**Rigid N–H stretch of H₃N–GaH₃: CCSD, PBE0-D4 and wB97M-V against CCSD(T)**

The table holds the energy of stretching one N–H bond of the ammonia–gallane adduct from 0.892 to 1.419 Å at CCSD(T), CCSD, PBE0-D4 and wB97M-V in the def2-TZVPP basis, counted from the PBE0-D4 structure, with the T1 diagnostic. The program fits a Morse curve to each level, tests several forms for the gap to CCSD(T) (shift, scaling, tilt, tilt plus curvature, cubic), and converts the gaps into shifts of the bond length and of the levels of a one-dimensional N–H oscillator. A tilt plus a curvature reproduces the CCSD and PBE0-D4 gaps to the rounding floor of 0.4 meV, while wB97M-V needs a cubic term; shift and scaling models fail. The cheaper levels shorten the bond by 0.8 to 2.0 mÅ and raise the harmonic frequency by 11 to 25 cm⁻¹ out of 3587 cm⁻¹, and their gaps reach 1 kcal/mol between 1.38 and 1.40 Å. CCSD(T) in this basis is a reference, not the exact result, and the local oscillator is not a normal mode.

Rigid scan of one N–H bond in isolated GaH6N (SMILES [NH3+][GaH3-]), computed with Ansatz 0.2.0 in the def2-TZVPP basis, with all other atoms held at the PBE0-D4/def2-TZVP minimum. Energies are counted from that minimum structure at the same level. The coupled-cluster calculations freeze the cores but correlate the Ga 3d electrons.

## Numerical check

```python
# Table: rigid scan of one N-H bond in H3N-GaH3 (Ansatz, def2-TZVPP); energies in eV from the PBE0-D4
# minimum at CCSD(T), CCSD, PBE0-D4, wB97M-V; T1. Tested: Morse well, shape of each level's gap to
# CCSD(T) (shift, scale, tilt, tilt+curvature), and its effect on re, local frequency and energies.
T = {
    'x': [0.892, 0.927, 0.979, 1.039, 1.106, 1.178, 1.254, 1.335, 1.419],  # Å
    'ccsd_t': [0.427, 0.2, 0.028, 0.014, 0.157, 0.432, 0.801, 1.24, 1.711],  # eV
    'pbe0_d4': [0.424, 0.197, 0.027, 0.015, 0.163, 0.444, 0.823, 1.275, 1.762],  # eV
    'wb97m_v': [0.422, 0.196, 0.027, 0.015, 0.161, 0.441, 0.818, 1.271, 1.762],  # eV
    'ccsd': [0.417, 0.192, 0.025, 0.016, 0.166, 0.448, 0.825, 1.274, 1.757],  # eV
    'err': [-0.005, -0.003, -0.001, 0.001, 0.004, 0.009, 0.017, 0.03, 0.051],  # eV
    't1': [0.012, 0.012, 0.012, 0.012, 0.012, 0.012, 0.012, 0.013, 0.013],
}
import numpy as np
from scipy.optimize import curve_fit, brentq
from scipy import constants as C
A = {k: np.array(v, float) for k, v in T.items()}
x, ref = A['x'], A['ccsd_t']
V = lambda r, D, a, re, c: D*(1-np.exp(-a*(r-re)))**2 + c
dV = lambda r, D, a, re, c: 2*D*a*np.exp(-a*(r-re))*(1-np.exp(-a*(r-re)))
d2V = lambda r, D, a, re, c: 2*D*a*a*np.exp(-a*(r-re))*(2*np.exp(-a*(r-re))-1)
P = {}
print('Morse fits: level, re/A, k/(eV/A^2), a/(1/A), rms and worst residual/meV')
for k in ['ccsd_t', 'ccsd', 'pbe0_d4', 'wb97m_v']:
    P[k] = p = curve_fit(V, x, A[k], p0=[5.5, 2.0, 1.015, 0.0])[0]
    r = 1e3*(A[k]-V(x, *p)); i = np.argmax(abs(r))
    print(f' {k:8s} {p[2]:.4f} {2*p[0]*p[1]**2:.2f} {p[1]:.3f} rms {r.std():.1f} worst {r[i]:+.1f} at {x[i]:.3f} A')
p, r0 = P['ccsd_t'], P['pbe0_d4'][2]; d = x-r0; k0 = 2*p[0]*p[1]**2
print('CCSD(T) Morse resid/meV', np.round(1e3*(ref-V(x, *p)), 1))
print('floor (E and x rounding)/meV', np.round(0.5+0.5*abs(dV(x, *p)), 1))
print(f'reference length estimate r0 = {r0:.4f} A; last row d = {d[-1]:.3f} A ({100*d[-1]/r0:.0f}%)')
G = {'ccsd': A['ccsd']-ref, 'pbe0_d4': A['pbe0_d4']-ref, 'wb97m_v': A['err']}
print('gap to CCSD(T)/meV (floor 1.0 max, 0.4 rms; wB97M-V from err column 0.5 max, 0.3 rms); x =', x)
for k, g in G.items():
    print(f' {k:8s}', np.round(1e3*g).astype(int), f'mean abs {1e3*abs(g).mean():.1f}; % of E, last 5:', np.round(100*g[-5:]/ref[-5:], 1))
sh, sc = -(dV(x, *p)-dV(r0, *p)), V(x, *p)-V(r0, *p)
M = {'shift': [sh], 'scale': [sc], 'shift+scale': [sh, sc], 'tilt': [d], 'tilt+d2': [d, d**2], 'cubic': [d, d**2, d**3]}
fit = lambda m, g: np.linalg.lstsq(np.array(M[m]).T, g, rcond=None)[0]
print('gap models, rms (worst) residual/meV')
ex = {}; kT, kc = C.k*298.15/C.e, C.calorie*1e3/C.N_A/C.e
for k, g in G.items():
    R = {m: 1e3*(g-np.array(M[m]).T@fit(m, g)) for m in M}
    print(f' {k:8s}', '; '.join(f'{m} {np.sqrt((r**2).mean()):.1f} ({abs(r).max():.1f})' for m, r in R.items()))
print(f'thresholds: kT(298 K) {kT:.4f} eV, 1 kcal/mol {kc:.4f} eV')
for k, g in G.items():
    ex[k] = np.polyfit(np.log(d[-5:]), np.log(g[-5:]), 1)[0]; c = fit('tilt+d2', g)
    print(f' {k:8s} g {c[0]:.3f} eV/A, h {c[1]:.3f} eV/A^2; exponent (last 5 rows) {ex[k]:.2f};',
          f'gap=kT at {np.interp(kT, g[3:], x[3:]):.2f} A, =1 kcal/mol at {np.interp(kc, g[3:], x[3:]):.2f} A')
mu = 14/15*C.atomic_mass; cm = C.e/(C.h*C.c*100)
rg = np.linspace(0.68, 1.70, 90); n = np.subtract.outer(np.arange(90), np.arange(90))
K = C.hbar**2/(2*mu)/C.e*1e20/(rg[1]-rg[0])**2*np.where(n == 0, np.pi**2/3, 2.0*(-1.0)**n/np.maximum(n*n, 1))
def spec(c):
    q = np.poly1d(list(c[::-1])+[0.0])
    re = brentq(lambda r: dV(r, *p)+q.deriv()(r-r0), 0.95, 1.08)
    w = np.sqrt((d2V(re, *p)+q.deriv(2)(re-r0))*C.e*1e20/mu)/(2*np.pi*C.c*100)
    E, U = np.linalg.eigh(K+np.diag(V(rg, *p)+q(rg-r0)))
    return np.array([1e3*re, w, (E[1]-E[0])*cm, (E[2]-E[0])*cm, E[0]*cm]), U, E
s0, U, E = spec(np.zeros(3))
print(f'CCSD(T) 1D oscillator: harmonic {s0[1]:.0f}, 0-1 {s0[2]:.0f}, 0-2 {s0[3]:.0f} cm-1; levels/eV', np.round(E[:3], 2))
print('probability inside first row, v=0,1,2:', np.round((U[rg < x[0], :3]**2).sum(0), 3))
print('shifts vs CCSD(T): re/mA, harmonic, 0-1, 0-2, v=0 level/cm-1')
rng = np.random.default_rng(0)
for k, g in G.items():
    nr = 1 if k == 'wb97m_v' else 2
    mc = [spec(fit('cubic', g+rng.uniform(-5e-4, 5e-4, (nr, len(x))).sum(0)))[0] for _ in range(150)]
    c = fit('tilt+d2', g); dr = -c[0]/k0
    print(f' {k:8s} cubic', np.round(spec(fit('cubic', g))[0]-s0, 1), 'rounding sd', np.round(np.std(mc, 0), 1))
    print(f' {"":8s} quadr', np.round(spec(c)[0]-s0, 1), f'| formula: dr {1e3*dr:+.1f} mA, d(omega) tilt {-1.5*p[1]*dr*s0[1]:+.0f}, curvature {c[1]/k0*s0[1]:+.0f} cm-1')
print(f'T1 range {A["t1"].min():.3f} to {A["t1"].max():.3f}')
print('PBE0-D4 less wB97M-V/meV', np.round(1e3*(A['pbe0_d4']-A['wb97m_v'])).astype(int))
print(f'err column vs rounded difference: worst {1e3*abs(A["wb97m_v"]-ref-A["err"]).max():.1f} meV')
assert all(g[0] < 0 < g[-1] for g in G.values())
assert np.all(np.diff(G['ccsd']) > 0) and A['t1'].max() < 0.02
assert ex['ccsd'] < ex['pbe0_d4'] < ex['wb97m_v']
assert G['ccsd'][4] > G['pbe0_d4'][4] and G['ccsd'][-1] < G['pbe0_d4'][-1]
```

Output:

```
Morse fits: level, re/A, k/(eV/A^2), a/(1/A), rms and worst residual/meV
 ccsd_t   1.0145 44.16 1.983 rms 1.9 worst -2.5 at 1.335 A
 ccsd     1.0126 44.74 1.962 rms 2.4 worst -3.1 at 1.335 A
 pbe0_d4  1.0137 44.73 1.944 rms 2.2 worst +2.9 at 1.106 A
 wb97m_v  1.0140 44.30 1.914 rms 2.7 worst -3.4 at 1.335 A
CCSD(T) Morse resid/meV [ 1.9 -2.  -2.2  1.2  2.2  1.3 -1.8 -2.5  2. ]
floor (E and x rounding)/meV [4.4 3.  1.4 1.  2.  2.7 3.1 3.3 3.3]
reference length estimate r0 = 1.0137 A; last row d = 0.405 A (40%)
gap to CCSD(T)/meV (floor 1.0 max, 0.4 rms; wB97M-V from err column 0.5 max, 0.3 rms); x = [0.892 0.927 0.979 1.039 1.106 1.178 1.254 1.335 1.419]
 ccsd     [-10  -8  -3   2   9  16  24  34  46] mean abs 16.9; % of E, last 5: [5.7 3.7 3.  2.7 2.7]
 pbe0_d4  [-3 -3 -1  1  6 12 22 35 51] mean abs 14.9; % of E, last 5: [3.8 2.8 2.7 2.8 3. ]
 wb97m_v  [-5 -3 -1  1  4  9 17 30 51] mean abs 13.4; % of E, last 5: [2.5 2.1 2.1 2.4 3. ]
gap models, rms (worst) residual/meV
 ccsd     shift 12.1 (24.9); scale 8.8 (20.9); shift+scale 1.4 (2.5); tilt 1.7 (3.0); tilt+d2 0.4 (0.8); cubic 0.3 (0.5)
 pbe0_d4  shift 15.3 (32.2); scale 5.9 (14.7); shift+scale 2.5 (4.3); tilt 5.4 (9.8); tilt+d2 0.4 (0.8); cubic 0.3 (0.5)
 wb97m_v  shift 14.5 (33.8); scale 6.6 (15.7); shift+scale 4.5 (8.1); tilt 6.1 (11.9); tilt+d2 2.3 (3.7); cubic 0.2 (0.3)
thresholds: kT(298 K) 0.0257 eV, 1 kcal/mol 0.0434 eV
 ccsd     g 0.089 eV/A, h 0.058 eV/A^2; exponent (last 5 rows) 1.10; gap=kT at 1.27 A, =1 kcal/mol at 1.40 A
 pbe0_d4  g 0.046 eV/A, h 0.197 eV/A^2; exponent (last 5 rows) 1.46; gap=kT at 1.28 A, =1 kcal/mol at 1.38 A
 wb97m_v  g 0.035 eV/A, h 0.203 eV/A^2; exponent (last 5 rows) 1.70; gap=kT at 1.31 A, =1 kcal/mol at 1.39 A
CCSD(T) 1D oscillator: harmonic 3587, 0-1 3445, 0-2 6748 cm-1; levels/eV [0.22 0.65 1.06]
probability inside first row, v=0,1,2: [0.024 0.09  0.17 ]
shifts vs CCSD(T): re/mA, harmonic, 0-1, 0-2, v=0 level/cm-1
 ccsd     cubic [-2.  24.1 26.7 56.3 12.4] rounding sd [0.  0.9 0.7 1.2 0.4]
          quadr [-2.  26.  28.1 58.6 13.2] | formula: dr -2.0 mA, d(omega) tilt +21, curvature +5 cm-1
 pbe0_d4  cubic [-1.  25.2 29.9 65.2 13.5] rounding sd [0.  0.8 0.6 1.  0.4]
          quadr [-1.  26.8 31.2 67.2 14.2] | formula: dr -1.0 mA, d(omega) tilt +11, curvature +16 cm-1
 wb97m_v  cubic [-0.8 11.  18.5 46.2  6.9] rounding sd [0.  0.5 0.4 0.8 0.3]
          quadr [-0.8 24.9 29.3 63.4 13.3] | formula: dr -0.8 mA, d(omega) tilt +8, curvature +17 cm-1
T1 range 0.012 to 0.013
PBE0-D4 less wB97M-V/meV [2 1 0 0 2 3 5 4 0]
err column vs rounded difference: worst 1.0 meV
```
